**Q:** When a crystal is squeezed, its orbitals overlap more and its bands get wider, so the gap between them should close. By the same argument, stretching strontium titanate should open its gap. Does the calculation agree?

**A:** Read down the band gap column. The volume is per atom, and the shortest distance, which I'll call d, runs from titanium to oxygen. All three edges of the cubic cell change together, in steps of one per cent, from 4 % compression to 4 % expansion. The middle row is the lattice at rest.

Cubic SrTiO3 (Pm-3m) under hydrostatic strain, computed in Ansatz 0.2.0 with r2SCAN and spin-orbit coupling, PAW potentials, a 500 eV plane-wave cutoff, a 6×6×6 k mesh and fixed occupations. Ions in the strained cells were relaxed with r2SCAN. Gaps are the smallest found over the mesh, the named k points and any path between them.

| volume (Å³/atom) | shortest distance (Å) | band gap (eV) | least direct gap (eV) |
| --- | --- | --- | --- |
| 10.552 | 1.875 | 2.507 | 2.753 |
| 10.885 | 1.895 | 2.444 | 2.723 |
| 11.225 | 1.914 | 2.379 | 2.687 |
| 11.572 | 1.934 | 2.313 | 2.644 |
| 11.926 | 1.953 | 2.245 | 2.596 |
| 12.288 | 1.973 | 2.176 | 2.545 |
| 12.656 | 1.992 | 2.107 | 2.489 |
| 13.032 | 2.012 | 2.037 | 2.431 |
| 13.416 | 2.032 | 1.967 | 2.370 |

**Q:** It goes the other way. The gap falls from 2.51 to 1.97 eV as the lattice expands, and it falls at every step. What is wrong with my argument?

**A:** It lets the bands change width but keeps their centres in place. The gap is the distance between the two centres, less the half of each band that reaches into it. If the centres approach each other faster than the bands narrow, the gap shrinks on expansion. The sign of the trend tells us that narrowing alone can't be the explanation.

There is also direct evidence that the bands don't simply narrow. The band gap runs from the valence top at the point R of the Brillouin zone to the conduction bottom at Γ. In the rows at volumes 10.552 and 13.032, the least direct gap ends at that same conduction level but starts from the valence top at Γ. The difference between the two gaps is therefore the height of the valence band at R above Γ, and it grows from 0.25 to 0.39 eV between these rows. This growth equals about 31 % of the band gap's fall between them, and bands that merely shifted without changing shape would show none of it.

**Q:** Then I would blame the titanium–oxygen bond. The empty titanium states are antibonding, and a longer bond pushes them up less, so the conduction band comes down. That has the right sign.

**A:** It is the most tempting answer, but symmetry blocks it at the level that matters. The conduction bottom consists of titanium d orbitals of the t2g kind, whose lobes lie between the bonds. At Γ every cell carries the same phase, so the oxygen p orbitals on opposite sides of a titanium atom point the same way. The t2g orbital has opposite signs on those two sides, and the two overlaps cancel. A level that doesn't mix with oxygen p can't be lowered directly by weakening that mixing; the bond can reach it only indirectly, through the charge it leaves on titanium. The valence top at R offers no way round, since it is expected to be an oxygen p combination that finds no partner among the titanium d orbitals.

**Q:** That is an argument from theory. Do the numbers have a say?

**A:** They do, through the shape of the curve. In the usual tight-binding scaling, the coupling between d and p orbitals falls as d to the power −3.5. The push between two well-separated levels goes as the square of the coupling, hence as 1/d⁷. Such a term changes most where the bond is short, so the gap should fall more over the compressed half of the series than over the expanded half, by a factor of 1.38.

The calculation gives a factor of 0.94, so the fall is slightly smaller on the compressed side. For the least direct gap the factor is only 0.69. Bond weakening of fixed strength therefore fails as the sole cause, even for a reader who distrusts the symmetry argument.

**Q:** What else could bring the band centres together?

**A:** The electric potential of the ions. An electron on titanium is surrounded by negative oxygen ions, which raise its energy. An electron on oxygen has positive neighbours, which lower its energy. The filled band is mostly oxygen and the empty one mostly titanium, so this potential difference holds the gap open. Expansion moves the charges apart and weakens it.

For fixed charges the difference goes as 1/d, which gives the simplest model: gap = A + B/d, with A and B constant. The change from the resting distance d₀ is then (B/d₀) × (d₀/d − 1). The rows next to the middle one give the slope there, B/d₀ = 6.846 eV.

**Q:** Can that slope predict the ends of the series?

**A:** Take the first row, which played no part in the slope. At 4 % compression, d₀/d − 1 = 1/0.96 − 1 = 0.04167. The predicted rise is 6.846 × 0.04167 = 0.285 eV. The table gives 2.507 − 2.245 = 0.262 eV, so the model overstates the rise by about 9 %.

At the other end, 1 − 1/1.04 = 0.03846, and the predicted fall is 6.846 × 0.03846 = 0.263 eV. The table gives 2.245 − 1.967 = 0.278 eV, so here the model understates the change by about 5 %. The two errors belong together: the model's curve flattens on expansion, while the computed one steepens.

**Q:** So the ionic explanation fails the same test as the bond?

**A:** As a single term of fixed strength, yes, though by much less. The simplest repair is a second contribution that works against the first and gains strength faster under compression. Close to the compressed end it cancels part of the rise, and on expansion it fades, so the fall becomes steeper.

Your first idea may return here in a smaller role. Compression pushes filled shells into each other, and that can raise the top of the oxygen band and eat into the gap. The stronger bend of the least direct gap would then mean that the valence top at Γ is pushed up more than the one at R. Overlap among the oxygen ions alone is expected to do the opposite and lift R more, so the push at Γ would have to come from elsewhere, most plausibly the deeper filled p shells of titanium and strontium, which symmetry lets mix with the valence top at Γ but not with the one at R. This is no more than my best guess, since ionic charges that change with volume could also bend the curve.

**Q:** Could a fit tell us how large each part is?

**A:** I tried that by adding a term −C/dⁿ to the ionic model and fitting all nine rows, once with n = 2 and once with n = 7. The output after this text shows that both versions follow the band gap to within 0.001 eV. Three free constants can do that for almost any curve that bends as gently as this one. The strength of the ionic term differs between the two fits by a factor of 2.8, so the series doesn't fix the sizes of the two contributions. Nor do their opposite signs prove much: for a curve that bends this way they follow from choosing n above 1, and a bond term with a steeper opposing term would be expected to fit about as well.

**Q:** Couldn't we calculate the ionic part from the charges Ti⁴⁺, Sr²⁺ and O²⁻?

**A:** A rough estimate with those full charges gives a slope about ten times too steep. Real titanium–oxygen bonds share electrons, so the ions carry less charge than their formulas suggest. But the potential is proportional to the charges, and closing a factor of ten that way would leave the ions a tenth of their formal charge, so most of the rest must be cancelled by opposing contributions or by electrons that rearrange as the lattice changes. The ionic picture gives the right direction and is the candidate left standing once symmetry removes the direct push of the bond, but that is not proof, and the shape of the curve speaks against either as the sole cause. It doesn't supply the size, and the runs print no site potentials that would test it directly.

**Q:** Would every perovskite behave like this?

**A:** No, and the cubic lead halide perovskites are the useful contrast. Their valence top is an antibonding mixture of lead s and halogen p orbitals, and here symmetry allows the mixing. Stretching the bond lowers that filled level, and the gap opens. To guess the direction for a related crystal, ask first what the two band edges are made of. If they sit on oppositely charged ions and don't mix, expansion tends to close the gap; if the filled edge is strongly antibonding, expansion tends to open it.

**Q:** And if I only want to know what strain does to the gap of strontium titanate?

**A:** Rely on the changes more than on the absolute values. Functionals such as r2SCAN tend to make gaps too small, and the one computed here lies roughly 1 eV below the measured gap. Keep to the cubic lattice as well: the cell was held in its ideal shape, whereas a real crystal may tilt its oxygen octahedra when it is cooled or squeezed, and one that is stretched far enough may lower its energy by shifting titanium off centre. Within those bounds, each per cent added to all three edges lowers the band gap by 0.06 to 0.07 eV over the whole series. Near the resting volume, that corresponds to a rise of about 12 meV for each gigapascal of pressure.

Numerical output:

```
Fall of the band gap from first to last row (eV): 0.54
Fall of the least direct gap from first to last row (eV): 0.383
Direct minus indirect gap in the first row (eV): 0.246
Direct minus indirect gap at volume 13.032 (eV): 0.394
Share of the band gap fall from 10.552 to 13.032 that comes from the R to Gamma valence difference (%): 31.49
Compressed-half fall over expanded-half fall, band gap: 0.9424
Compressed-half fall over expanded-half fall, direct gap: 0.6947
The same ratio for a pure 1/d term: 1.082
The same ratio for a pure 1/d^7 term: 1.376
Band gap change per unit of ln(distance) around equilibrium (eV): -6.846
Band gap change per unit of ln(volume) around equilibrium (eV): -2.282
Band gap change with pressure around equilibrium (meV/GPa): 12.02
Rough formal-charge slope over computed slope: 10.22
fit of band_gap on 9 rows: constant -4.519 +/- 0.1, coefficient of x 6.757 +/- 0.1; rms 0.00689, worst 10.552 0.0116, leave-one-out rms 0.00987
fit of band_gap on 9 rows: constant -16.26 +/- 0.3, coefficient of x 30.22 +/- 0.61, coefficient of x**2 -11.71 +/- 0.3; rms 0.000436, worst 11.572 -0.00061, leave-one-out rms 0.000882
fit of band_gap on 9 rows: constant -7.883 +/- 0.044, coefficient of x 10.68 +/- 0.051, coefficient of x**7 -0.5525 +/- 0.0071; rms 0.000218, worst 11.572 -0.000417, leave-one-out rms 0.000389
Strength of the 1/d term with n of 2 over that with n of 7: 2.829
```
